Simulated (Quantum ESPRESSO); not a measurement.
# NaI (rocksalt) phonon branches along [100] and [111] against a chain of planes, LDA linear response

NaI is an ionic crystal of light Na⁺ and heavy I⁻, each with six neighbours of the other kind. Along [111] the planes hold Na and I in turn; along [100] every plane holds both. I want to see how far a chain of planes joined by nearest-plane springs describes the branches, and where it fails. This matters because NaI is a scintillator host, and its phonons govern how it conducts heat and how its optical lattice modes decay. The frequencies are harmonic LDA values in cm⁻¹. I compare each acoustic branch with a sine scaled to that branch's own zone-boundary value, so the test concerns the shape of the branch and not its absolute height.

## Calculations

One crystal, NaI (rocksalt) (known phase). The structures stem from measured cells of the Crystallography Open Database, directly or through a relaxation at another level; cell and atoms were relaxed at zero pressure at each row's own level, inside the symmetry of the start, with no thermal or zero-point expansion. Program: Quantum ESPRESSO 7.5, plane waves, LDA, PseudoDojo norm-conserving potentials, scalar-relativistic without spin-orbit coupling, no spin polarisation. Wave-function cutoff 1320 to 1578 eV (chosen for the hardest element of each cell); on the k meshes (Γ-centred) the least product of divisions and cell-vector length runs from 26 to 36 Å, relaxations included. Residual pressures at rest stay under 0.01 GPa. Occupations: fixed. Harmonic modes at natural masses come from linear response (density functional perturbation theory), with the acoustic sum rule imposed. Branches were Fourier-interpolated from a 4×4×4 q mesh solved by linear response, with the dipole term. The tabled runs alone: cutoff 1320 eV, k length 35 Å, k mesh 8×8×8. The rows are a selection of points from finer curves (every second point of the path, the zone boundary included).

Notes on method and selection:

- Along these directions whole planes move as one, so the crystal acts as a chain: with one plane a cell and one force constant ω is proportional to sin(πξ/2); with two like planes the acoustic branch goes as sin(πξ/4) and the optical as cos(πξ/4).
- In rock salt the (100) planes hold both species, so the two-plane chain fits [111] better.
- Branches are told apart by degeneracy and rank. Interpolation is least sure near Γ.
- Harmonic values at the static lattice; measured values carry thermal expansion and anharmonic shifts at their temperature.
- Spin-orbit coupling is left out; it matters most with heavy elements (here I).
- Runs that did not converge, have known faults or may not be shown are not listed, and runs on Ansatz's PAW sets soft_1 and soft_2 are kept to separate tables.

Columns:

- chain scale: chain scale sin(πξ/4).
- ξ: wavevector ξ as a fraction of the way from Γ to the zone boundary.
- origin: solved on the q mesh or Fourier-interpolated.
- LA (cm⁻¹): longitudinal acoustic branch.
- TA (cm⁻¹): transverse acoustic branch, twofold.
- LO (cm⁻¹): longitudinal optical branch.
- TO (cm⁻¹): transverse optical branch, twofold.

Input lines of one member:

```
phonons
&inputph
   prefix = 'x'
   outdir = './tmp'
   fildyn = 'x.dyn'
   tr2_ph = 1.0d-18
   epsil = .true.
   ldisp = .true.
   nq1 = 4
   nq2 = 4
   nq3 = 4
/
```

Command (options for logging and memory left out): `OMP_NUM_THREADS=1 mpirun -n 4 ph.x -nk 4 -in ph.in > ph.out`

## Computed values

| member | direction | chain scale | ξ | origin | LA (cm⁻¹) | TA (cm⁻¹) | LO (cm⁻¹) | TO (cm⁻¹) |
| --- | --- | --- | --- | --- | --- | --- | --- | --- |
| ξ = 0.167 | Γ to L, along [111] | 0.131 | 0.167 | interpolated | 21.2 | 14.5 | 179.9 | 129.9 |
| ξ = 0.333 | Γ to L, along [111] | 0.259 | 0.333 | interpolated | 40.7 | 27.9 | 180.0 | 129.0 |
| ξ = 0.500 | Γ to L, along [111] | 0.383 | 0.500 | solved | 57.2 | 39.3 | 180.2 | 128.0 |
| ξ = 0.667 | Γ to L, along [111] | 0.500 | 0.667 | interpolated | 69.9 | 48.2 | 180.5 | 126.8 |
| ξ = 0.833 | Γ to L, along [111] | 0.609 | 0.833 | interpolated | 78.0 | 54.2 | 180.6 | 125.7 |
| ξ = 1.000 | Γ to L, along [111] | 0.707 | 1.000 | solved | 80.8 | 56.3 | 180.7 | 125.2 |
| ξ = 0.167 | Γ to X, along [100] | 0.131 | 0.167 | interpolated | 29.0 | 12.0 | 176.8 | 131.6 |
| ξ = 0.333 | Γ to X, along [100] | 0.259 | 0.333 | interpolated | 54.1 | 22.1 | 166.5 | 133.2 |
| ξ = 0.500 | Γ to X, along [100] | 0.383 | 0.500 | solved | 71.4 | 29.3 | 151.2 | 132.8 |
| ξ = 0.667 | Γ to X, along [100] | 0.500 | 0.667 | interpolated | 74.4 | 33.9 | 140.3 | 132.6 |
| ξ = 0.833 | Γ to X, along [100] | 0.609 | 0.833 | interpolated | 63.7 | 36.2 | 139.8 | 133.8 |
| ξ = 1.000 | Γ to X, along [100] | 0.707 | 1.000 | solved | 56.5 | 36.9 | 141.2 | 134.7 |

## Reading the trend

The directly solved points at ξ = 0.500 and 1.000 give the cleanest test. A chain with one plane per cell, ω ∝ sin(πξ/2), requires a ratio of 0.707 between them; two like planes per cell require 0.383 / 0.707 = 0.542. Along [111] I find 57.2 / 80.8 = 0.708 for LA and 39.3 / 56.3 = 0.698 for TA. Along [100] TA gives 29.3 / 36.9 = 0.794 and LA gives 71.4 / 56.5 = 1.264.

The [111] acoustic branches therefore follow the one-plane sine, although their cell holds two planes. Over the other five rows the largest miss is 0.3 cm⁻¹ for LA and 0.6 cm⁻¹ for TA, while the mean deviations of the six values from their own average are roughly 18 and 13 cm⁻¹.

The main reason is mass. For alternating planes of masses m and M with one spring constant K,

ω² = K[S ∓ √(S² − 4 sin²(πξ/2)/(mM))], S = 1/m + 1/M,

with the minus sign for the acoustic branch. Iodine is roughly 5.5 times as heavy as sodium, so the heavy planes carry most of the acoustic motion, and each light plane moves roughly by the mean of its two neighbours, much like a massless link. At L that mean is zero: iodine alone moves in the acoustic modes and sodium alone in the optical ones, and the optical-to-acoustic ratio should be √(M/m), about 2.3. The table gives 180.7 / 80.8 = 2.24 and 125.2 / 56.3 = 2.22.

The agreement with the simple sine is partly a cancellation. With these masses the formula gives about 0.67 for the ratio of the two solved points, below both computed values. A spring between planes of the same species adds a term in sin²(πξ/2) to ω², which moves the ratio towards 0.707.

## Exceptions

LA along [100] is the branch that departs. It reaches 74.4 cm⁻¹ at ξ = 0.667, the highest of its six rows, and is down to 56.5 cm⁻¹ at X. The fall from 71.4 to 56.5 cm⁻¹ between solved points rules out interpolation as its origin.

The likeliest cause is that the planes do not stay rigid. Along [100] each Na faces an I in the next plane, so the crystal is also a bundle of Na–I rows. Near X a whole row can move as one while its neighbours move the opposite way. The stiff bond along the row is then hardly stretched, and weaker forces between rows set the frequency. Mode patterns, which would show this directly, are not in the table.

LO along [100] falls from 176.8 to 139.8 cm⁻¹ at ξ = 0.833. The row picture explains a fall towards mid-zone but also expects a recovery by X, and only 1.4 cm⁻¹ returns. Forces other than the row bond must matter here, probably long-range electrostatic ones among them.

TA along [100] departs mildly, lying at most 22.1 − 36.9 × 0.500 = 3.65 cm⁻¹ above its scaled sine, at ξ = 0.333. Restoring springs to second planes, or some slip between Na and I near X, would both act in that direction.

## Questions the table answers

**Can I estimate an acoustic frequency at ξ = 0.667 from the zone-boundary value alone?**
The factor is sin(π × 0.667 / 2) = 0.866. Along [111], LA comes to 80.8 × 0.866 = 70.0 cm⁻¹ against 69.9 in the table, and TA to 56.3 × 0.866 = 48.8 against 48.2. Along [100], LA comes to 56.5 × 0.866 = 48.9 against 74.4, a miss of 74.4 − 48.9 = 25.5 cm⁻¹. The shortcut serves for the [111] acoustic branches and fails for LA along [100].

**Does one nearest-plane spring describe both the acoustic and the optical branch along [111]?**
In that model the sum of the two squared frequencies stays constant along the line. From the row at ξ = 0.167, LO at L should be √(179.9² + 21.2² − 80.8²) = 162.1 cm⁻¹; the table has 180.7, which is higher by 180.7 − 162.1 = 18.6 cm⁻¹. For TO the same step gives √(129.9² + 14.5² − 56.3²) = 118.0 against 125.2, a gap of 125.2 − 118.0 = 7.2 cm⁻¹. The answer is no: forces between planes of the same species are needed, and they show most in LO.

**Can an optical phonon split into two acoustic ones, judged by energy on these rows?**
The highest acoustic value is 80.8 cm⁻¹, so two such phonons carry at most 2 × 80.8 = 161.6 cm⁻¹. The TO rows, at 125.2 to 134.7, lie below this and may split. The LO rows along [111], at 179.9 to 180.7, lie above it and cannot split into acoustic phonons of these two lines.

## What to take away

Along [111], from ξ = 0.167 to L, both acoustic branches of NaI keep the shape of a one-plane chain to within 0.6 cm⁻¹. The optical branches there need forces beyond the nearest plane. Along [100] the rigid-plane chain is fair for TA and fails for LA, most likely because each plane holds two species that can move against each other.

The LDA cell is clearly smaller than the measured one. This normally stiffens the lattice and raises the frequencies, the optical ones most; TA near X can be an exception in rock-salt halides. Thermal expansion, absent here, usually lowers measured values further. Spin–orbit coupling on iodine is also left out; for closed-shell ions I expect a small shift, of a sign I cannot give. The shapes of the branches should be safer than their absolute heights.

[Logs are printed without paths, hosts, clocks, repeated set-up lines and the standing remarks that a program may print on its own settings, such as how far it seeks lower states.]
